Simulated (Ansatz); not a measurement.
# Si: energy change per atom and pressure against volume scale

Results calculated with Ansatz 0.2.0, not measured. Plane-wave DFT, scalar-relativistic PAW made under PBE with cores redone for the functional, no dispersion; the given relaxed cell is scaled uniformly, energy at zero smearing counts from the unscaled cell, pressure at the given Fermi-Dirac smearing is positive in compression.

The cell before it is scaled or strained (space group P6_3/mmc, No. 194):
```
cell vectors (Å)
   2.6754     0.0000     0.0000
  -1.3377     2.3169     0.0000
   0.0000     0.0000     8.8870
atoms (fractions of the cell vectors)
Si  0.00000  1.00000  0.00000
Si  0.00000  1.00000  0.50000
Si  0.33333  0.66667  0.25000
Si  0.66667  0.33333  0.75000
```

Settings of every row: spin polarised no; functional r2SCAN; wave cutoff 500 eV; smearing width 0.1 eV; k mesh 15x15x4.

Atom starting moment: 0 on all atoms.

Limits: the cell comes from a prototype or a list of computed structures and needn't be the stable phase.

```
row  volume scale  V (Å³/atom)  energy change per atom (meV)  pressure (GPa)
  1          0.88       12.119                         67.46           15.28
  2          0.92        12.67                             ?               ?
  3          0.96       13.221                          5.57            3.78
  4          1.04       14.323                          6.44           -3.26
  5          1.08       14.874                         22.26           -5.71
  6          1.12       15.424                         45.65           -7.66
```

Question: what energy change per atom and pressure should row 2 give?

Worked fit of energy change per atom. Take u = (V_r/V)^(2/3) − 1 with V_r = 14.323 Å³ an atom, which is twice the finite (Eulerian) strain; such expansions in the strain, on which the Birch-Murnaghan equation of state is built, carry the rest volume and the bulk modulus. The shown rows have u = 0.11784, 0.05482, 0, -0.02485, -0.04817. Least squares give energy change per atom = 5.892 − 441.344 × u + 8164.48 × u² meV; a straight line predicts inner rows, each left out in turn, worse (root mean square 27 against 1.1 meV). The rows lie off it by 0.20, -0.66, 0.55, 0.36, -0.45 (root mean square 0.47 meV). The withheld row has u = 0.08519, so the fit gives 5.892 − 441.344 × (0.08519) + 8164.48 × (0.08519)² = 27.55 meV.

The calculation gave 26.72 meV. The fit lies 0.83 meV (3.1 % of the value, 1.3 % of the column's range) above it; its largest miss of a shown row is 0.66 meV.

Worked fit of pressure. Take u = (V_r/V)^(2/3) − 1 with V_r = 14.323 Å³ an atom, which is twice the finite (Eulerian) strain; such expansions in the strain, on which the Birch-Murnaghan equation of state is built, carry the rest volume and the bulk modulus. The shown rows have u = 0.11784, 0.05482, 0, -0.02485, -0.04817. Least squares give pressure = −3.331 + 108.558 × u + 416.94 × u² GPa; a straight line predicts inner rows, each left out in turn, worse (root mean square 1.4 against 0.16 GPa). The rows lie off it by 0.03, -0.09, 0.07, 0.06, -0.07 (root mean square 0.067 GPa). The withheld row has u = 0.08519, so the fit gives −3.331 + 108.558 × (0.08519) + 416.94 × (0.08519)² = 8.94 GPa.

The calculation gave 8.84 GPa. The fit lies 0.10 GPa (1.1 % of the value, 0.44 % of the column's range) above it; its largest miss of a shown row is 0.09 GPa.
